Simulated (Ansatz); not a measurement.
## Te2Mo: energy above lowest point against volume scale

Results calculated with Ansatz 0.2.0, not measured. Free energy against uniform scaling of the volume at fixed shape and fractions; periodic cell, basis, potentials, k mesh and filling as listed.

The cell before it is scaled or strained (space group P6_3/mmc, No. 194):
```
cell vectors (Å)
   3.5182     0.0000     0.0000
  -1.7591     3.0469     0.0000
   0.0000     0.0000    13.9736
atoms (fractions of the cell vectors)
Te  0.33333  0.66667  0.62100
Te  0.66667  0.33333  0.12100
Te  0.33333  0.66667  0.87900
Te  0.66667  0.33333  0.37900
Mo  0.33333  0.66667  0.25000
Mo  0.66667  0.33333  0.75000
```

Settings of every row: functional revPBE; dispersion none; accuracy low; potentials PAW; wave cutoff 530 eV; density cutoff 2120 eV; k mesh 8x8x2; k shift 0x0x0; occupations fermi dirac; smearing width 0.2 eV; spin none; SCF threshold exponent -8.

Limits: a layered crystal: even scaling strains the bonds within the layers, so this curve is stiffer than the crystal under pressure; loose SCF threshold; no spin-orbit coupling, which can matter with elements this heavy.

```
row  volume scale  V (Å³/atom)  energy above lowest point (meV/atom)
  1           0.9       22.469                                 184.8
  2         0.925       23.093                                 120.7
  3          0.95       23.717                                  72.4
  4         0.975       24.341                                  37.8
  5             1       24.965                                  15.2
  6         1.025       25.589                                     3
  7          1.05       26.214                                     0
  8         1.075       26.838                                     5
  9           1.1       27.462                                     ?
```

Question: what energy above lowest point should row 9 give?

Worked fit of energy above lowest point. Take u = (V_r/V)^(2/3) − 1 with V_r = 24.653 Å³ an atom, which is twice the finite (Eulerian) strain; such expansions in the strain, on which the Birch-Murnaghan equation of state is built, carry the rest volume and the bulk modulus. The shown rows have u = 0.06379, 0.04454, 0.02614, 0.00853, -0.00835, -0.02454, -0.0401, -0.05504. Least squares give energy above lowest point = 25.09 + 1336.7 × u + 17949 × u² + 5375 × u³ meV/atom; a parabola predicts inner rows, each left out in turn, worse (root mean square 0.28 against 0.02 meV/atom). All shown rows lie on it to the printed digit. Its lowest point lies at u = -0.0379, or V = 26.12 Å³ an atom, and the curvature there gives the bulk modulus at fixed shape and fractions, B = (4/9)(1 + u)² E″(u)/V = 87.5 GPa. Letting shape and atoms relax would as a rule lower it, by much in layered, chain or molecular crystals. The withheld row has u = -0.06941, so the fit gives 25.09 + 1336.7 × (-0.06941) + 17949 × (-0.06941)² + 5375 × (-0.06941)³ = 17.0 meV/atom.

The calculation gave 16.9 meV/atom. The fit lies 0.1 meV/atom (0.054 % of the column's range) above it, one unit of the last digit. This row lies beyond the range of the fit.
